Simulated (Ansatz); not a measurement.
## Strength of the C–C bond: C3H2F6 → C2H2F3 + CF3

Species: C3H2F6 (1,1,1,3,3,3-hexafluoropropane) `FC(F)(F)CC(F)(F)F`, singlet; C2H2F3 `[CH2]C(F)(F)F`, doublet; CF3 (trifluoromethyl radical) `F[C](F)F`, doublet. 

Shapes, held fixed at every level: PBE0-D4/def2-TZVP. Programs: Ansatz 0.2.0. The zero-point and thermal change to 298 K, harmonic and unscaled (PBE0-D4/def2-TZVP), is -17.7 kJ/mol.

| level | kind | ΔH(298 K) (kJ/mol) | less CCSD(T)/CBS estimate |
| --- | --- | --- | --- |
| HF/def2-TZVPP | Hartree–Fock | +281.1 | -134.3 |
| PBE0-D4/def2-TZVPP | global hybrid | +393.0 | -22.4 |
| B2PLYP/def2-TZVPP | double hybrid | +386.6 | -28.8 |
| MP2/def2-SVP | perturbation theory | +424.0 | +8.6 |
| CCSD(T)/def2-SVP | coupled cluster or CI | +412.6 | -2.8 |
| CCSD/def2-SVP | coupled cluster or CI | +404.5 | -10.9 |
| CCSD/def2-TZVPP | coupled cluster or CI | +397.1 | -18.3 |
| CCSD(T)/CBS estimate | coupled cluster or CI | +415.4 | 0.0 |

The highest level, CCSD(T)/CBS estimate, gives ΔH(298 K) = +415.4 kJ/mol; the levels span +281.1 to +424.0. The column of differences is taken from that level and isn't an error. Hartree–Fock misses the correlation of the pair that is broken and comes out low. No measured value is set beside it here. Open shells run unrestricted unless RO is named. The CBS estimate extrapolates MP2 from def2-TZVPP and def2-QZVPP and adds CCSD(T) − MP2 in the triple-zeta set, cores frozen.

Breaking this bond costs +415.4 kJ/mol at the highest level, which marks it as a strong C–C single bond, stronger than is typical of simple alkanes. Fluorine makes the CF3 carbon strongly positive while the CH2 carbon stays comparatively electron-rich, so the bond gains polar attraction. Neither radical recovers much of that on separation: CF3 stays pyramidal with its odd electron in an orbital of considerable s character, and the CH2 centre has only a weakly donating CF3 group beside it.

Connected triples strengthen the bond, from +404.5 to +412.6 kJ/mol in the small basis, whereas enlarging the basis at CCSD weakens it to +397.1 kJ/mol. The closeness of CCSD(T)/def2-SVP to the extrapolated value therefore probably reflects partial cancellation between basis-set superposition and missing correlation, not convergence. Without a less fluorinated analogue treated the same way, the share of the bond strength due to fluorine can't be isolated.
